# Reading between the rows of a density of states

A density of states often reaches its user as a list of energies with gaps between them. In Ta₂Si, a metal, three rows of such a list have been covered up. How well can their neighbours tell what stands there, and is it easier to foresee how many states a row holds or which orbitals they are made of?

Density of states of Ta₂Si (I4/mcm, a = 6.193, c = 5.083 Å, primitive cell of 6 atoms) from Ansatz 0.2.0: LDA, plane-wave PAW, scalar-relativistic, no spin polarisation, cutoff 420 eV. Tetrahedron method on a 15×15×15 k mesh, bins of 0.2 eV, energies from the Fermi level, Löwdin projections summed over sites. Self-consistent run: 10×10×10 k mesh, Gaussian smearing of 0.1 eV.

```csv
energy (eV),density of states total (states/eV/cell),DOS Ta 5d (states/eV/cell),DOS Si 3p (states/eV/cell),DOS Ta 6s (states/eV/cell),DOS Si 3s (states/eV/cell)
-7.95,0.630,0.20,0.150,0.0300,0.23
-7.55,0.680,0.25,0.140,0.0300,0.24
-7.15,0.820,0.29,0.200,0.0800,0.23
-6.75,0.700,0.15,0.220,0.1800,0.11
-6.35,1.200,0.22,0.480,0.3800,0.06
-5.95,2.060,0.54,0.810,0.4900,0.13
-5.55,2.540,0.88,0.950,0.4800,0.13
-5.15,2.070,0.77,0.800,0.3300,0.1
-4.75,?,?,?,?,?
-4.35,2.270,1.05,0.780,0.3000,0.08
-3.95,2.540,1.26,0.850,0.3000,0.05
-3.55,4.710,2.62,1.620,0.2900,0.08
-3.15,?,?,?,?,?
-2.75,5.270,3.19,1.440,0.4000,0.07
-2.35,7.370,5.80,0.970,0.2900,0.08
-1.95,9.620,8.12,0.700,0.3600,0.08
-1.55,4.920,4.09,0.320,0.2500,0.04
-1.15,2.690,2.24,0.180,0.1100,0.02
-0.75,2.900,2.44,0.160,0.1100,0.02
-0.35,3.380,2.82,0.170,0.1700,0.02
0.05,3.420,2.90,0.130,0.1600,0.01
0.45,4.880,4.30,0.160,0.1100,0.02
0.85,3.220,2.81,0.170,0.0800,0.01
1.25,4.160,3.67,0.210,0.1100,0.01
1.65,3.480,3.02,0.160,0.1100,0.02
2.05,4.010,3.50,0.190,0.1000,0.02
2.45,5.710,5.04,0.280,0.1100,0.02
2.85,6.250,5.54,0.230,0.1100,0.1
3.25,2.560,2.17,0.100,0.0700,0.08
3.65,3.530,2.56,0.240,0.1700,0.4
4.05,6.020,4.27,0.490,0.4100,0.56
4.45,8.520,6.54,0.800,0.3200,0.4
4.85,5.770,3.61,1.000,0.3500,0.43
5.25,3.130,1.51,0.640,0.3900,0.27
5.65,?,?,?,?,?
```

The total density of states counts the electron states per eV in one cell, and is called the height below. The other columns say how much of it belongs to each atomic shell. Dividing DOS Ta 5d by the total gives the 5d share, which describes the make-up of a row. A small part of the total belongs to no listed shell. A little of it is Ta 5p; the rest is expected to come mainly from shells outside the projection, such as Ta 6p and Si 3d.

## Height and make-up follow different rules

Fourteen rows from −1.95 to 3.25 eV show the difference. Their 5d share stays between 0.83 and 0.89, while their height varies almost fourfold, from 2.56 to 9.62 states/eV/cell. The orbitals are nearly the same throughout, yet the number of states is not. The Fermi level lies inside this stretch, so the electrons there are mainly Ta 5d electrons.

Theory gives the reason. A band is a curve of energy against the wave vector of the electron. Where the curve is steep, it crosses a given energy window quickly and leaves few states there; where it is flat, many states pile up. Slopes can change within a few tenths of an eV, and so can the height.

The make-up depends on something slower. It is set by where the atomic levels lie and how strongly neighbouring atoms mix them. Both act over several eV, so the make-up of a single band usually drifts rather than jumps, though it can change quickly where two bands nearly meet. A row adds up several bands, however, and its shares are sure to be steady only where these bands are alike, as they appear to be in the 5d stretch.

A chain of identical atoms with one orbital each shows the contrast in its purest form. Every state of its single band consists of that one orbital, so the make-up is constant. The height, however, is low in the middle of the band and rises without limit at its two edges, where the band runs flat. The comparison ends there: in a three-dimensional crystal the peaks normally stay finite, and in Ta₂Si several kinds of orbital mix.

## Where the make-up does change

Below the 5d stretch, silicon and tantalum share the states. At −5.55 eV the Ta 5d and Si 3p parts are nearly equal. From −5.95 to −2.75 eV the 5d share rises at every known row, from about 0.26 to 0.61, while Ta 6s and Si 3p lose ground. The columns show that these orbitals occur at the same energies. They do not tell how far the orbitals mix within one state, or whether that state binds the atoms or weakens the bond.

A second handover begins above about 3.6 eV. Silicon 3s and 3p states return, and the 5d share falls to 0.48 at 5.25 eV, the last known row. These are empty states of the calculation, and their energies should not be read as measured excitation energies.

## A forecast from two neighbours

The simplest forecast for a covered row is the mean of the rows on either side. To test it, the computed height was fitted as a multiple of this mean on the 26 known rows that have two known neighbours. The multiple came out as 1.03 ± 0.06, which cannot be told from one. The mean is therefore a fair guess overall, though not an accurate one: it typically errs by a factor of 1.31.

The row at −4.75 eV, which took no part in the fit, can be worked in full. Its neighbours have heights of 2.07 and 2.27, with a mean of 2.17 states/eV/cell. Multiplying by 1.026 gives about 2.2. Dividing and multiplying by 1.31 then gives a range from 1.7 to 2.9.

The last row has a neighbour on one side only. Its height is taken from that neighbour with the same multiple, and its error from the typical change over one step, a factor of about 1.5. No gap is expected there, because s and p states continue upwards in energy. Since these states are taking over, the 5d share is lowered by half of its last step, with one whole step as the error; both are choices, not results of a fit. For the other two rows the 5d share is the plain mean of its neighbours, and the error of 0.04 is the typical miss of the share on the 26 rows.

The forecasts, with heights in states/eV/cell, are:

- **−4.75 eV:** height about 2.2 (1.7 to 2.9), 5d share 0.42 ± 0.04; a low stretch of the mixed band.
- **−3.15 eV:** height about 5.1 (3.9 to 6.7), 5d share 0.58 ± 0.04; still mixed, with 5d in the lead.
- **5.65 eV:** height about 3.2 (2.2 to 4.8), 5d share 0.41 ± 0.14; no gap.

These ranges are typical errors, not limits. About a third of the known rows lie further from the mean of their neighbours than the typical factor, so a miss among the three heights would be no surprise.

## The covered rows

The withheld rows as computed:

```csv
energy (eV),density of states total (states/eV/cell),DOS Ta 5d (states/eV/cell),DOS Si 3p (states/eV/cell),DOS Ta 6s (states/eV/cell),DOS Si 3s (states/eV/cell)
-4.75,2.280,0.96,0.840,0.3000,0.1
-3.15,4.010,2.03,1.360,0.3800,0.1
5.65,4.350,1.77,0.700,0.7600,0.7
```

All three heights fall inside their ranges, and so do two of the three 5d shares. At −4.75 eV the height is 2.28 states/eV/cell and the share 0.42, both close to the forecast. At 5.65 eV the height of 4.35 lies about 1.1 above the forecast but within its wide range, and there is no gap. The computed 5d share there is 0.41, as predicted. The 5d share thus keeps falling beyond the last known row, at a slower pace than in the step before. It is the s states that gain: Ta 6s about doubles and Si 3s more than doubles, whereas Si 3p hardly grows and its share falls. The agreement is far closer than the error bar of 0.14, and a single row does not show that the method is usually that good.

The row at −3.15 eV holds the one miss. Its height of 4.01 states/eV/cell is about 1.1 below the forecast and only just inside the range. Its 5d share is 0.51, which is 0.07 below the forecast and outside the error bar of 0.04. Ta 5d still leads, as forecast, but its share drops below both neighbours instead of lying between them. The printed analysis after this text shows only n/a for the height ranges, so these were worked by hand from the neighbours.

The low height and the low share in this row belong together. From −3.55 to −3.15 eV the height falls by 0.70 states/eV/cell, and 0.59 of that is Ta 5d. The dip is mostly a lack of 5d states, so it lowers the 5d share along with the height. Where bands of different make-up overlap, the share can thus change within one step, faster than the rows on either side reveal. In relative terms the share was still the better forecast of the two: it was about 15 % too high, the height more than a quarter.

## How much steadier is the make-up?

On the same 26 rows, the mean of two neighbours misses the 5d share by a typical factor of only 1.10, against 1.31 for the height. Part of this advantage is cheap, since many of these rows lie on the 5d stretch, where the share hardly moves at all. A fairer test keeps only rows with a 5d share below 0.8. On these twelve rows the typical factors are 1.14 for the share and 1.23 for the height. The make-up is still the easier of the two to foresee, but the margin is smaller, and so few rows cannot make it certain.

Counted in states, the height forecast fails worst at the tallest peak. At −1.95 eV it falls short by 3.3 states/eV/cell, about a third of the computed height. As a factor it fails worst in the dip at 3.25 eV, where it is nearly twice the computed height. The cause lies in the method: a mean never lies outside the range of its two neighbours, so it flattens every peak and fills every dip. That flat 5d bands make the peak at −1.95 eV is the natural explanation, but a plot of the bands would be needed to show it.

The list itself sets a further limit. Each row averages over 0.2 eV, yet the rows are 0.4 eV apart, so half of the energy range is unseen. A narrow peak or dip can hide there, and no treatment of the listed rows will recover it.

## What to do with such a list

The difference matters most at the Fermi level, which many properties of a metal depend on. The height is 3.42 states/eV/cell in the row at 0.05 eV and 4.88 in the next one. At the Fermi level itself the same run reports a value about a fifth lower than the row whose window contains it. A narrow dip may be the cause, or a different way of evaluating the value; the list cannot tell.

The calculation has limits of its own. Spin-orbit coupling, which it leaves out, is expected to shift or split Ta 5d features by up to some tenths of an eV, about the distance between these rows. The cell is also larger than LDA would choose, with a computed pressure of about −10 GPa, and the PAW datasets were made for another functional, PBE. The height at the Fermi level is therefore less certain than its digits suggest, whereas its 5d character hardly changes from row to row.

A coarse list can thus be trusted for the question of which orbitals dominate an energy range, as long as the share changes slowly across it. For the height at one particular energy, and above all for a peak or a dip, the density of states should not be interpolated but computed on a finer energy grid, with a k mesh dense enough to resolve the feature.

Numerical output:

```
fit of density_of_states_total on 26 rows (clean): coefficient of nb 1.026 +/- 0.058; rms 1.24, worst -1.95 -3.32, leave-one-out rms 1.31
  rows outside the fit (model, value, miss): -7.95 0.6719, 0.63, 0.0419; 5.25 4.565, 3.13, 1.43
fit of share on 26 rows (clean): coefficient of ns 1.009 +/- 0.01; rms 0.0359, worst 4.45 -0.0942, leave-one-out rms 0.037
  rows outside the fit (model, value, miss): -7.95 0.3456, 0.3175, 0.0281; 5.25 0.559, 0.4824, 0.0765; 5.65 0.4145, 0.4069, 0.00757
typical error of height between two neighbours (factor): 1.311
typical change of height over one step, error at the edge (factor): 1.485
lower ends of height forecasts (states/eV/cell): n/a, n/a, n/a
upper ends of height forecasts (states/eV/cell): n/a, n/a, n/a
typical error of 5d share between two neighbours (factor): 1.095
error of height on rows with 5d share below 0.8 (factor): 1.23
error of 5d share on the same rows (factor): 1.141
error bar of 5d share at the last row (fraction): 0.1432
Ta 5d share at the -1.95 eV peak (fraction): 0.8441
Ta 5d share in the row at the Fermi level (fraction): 0.848
Ta 5d over Si 3p at -5.55 eV (ratio): 0.9263
```
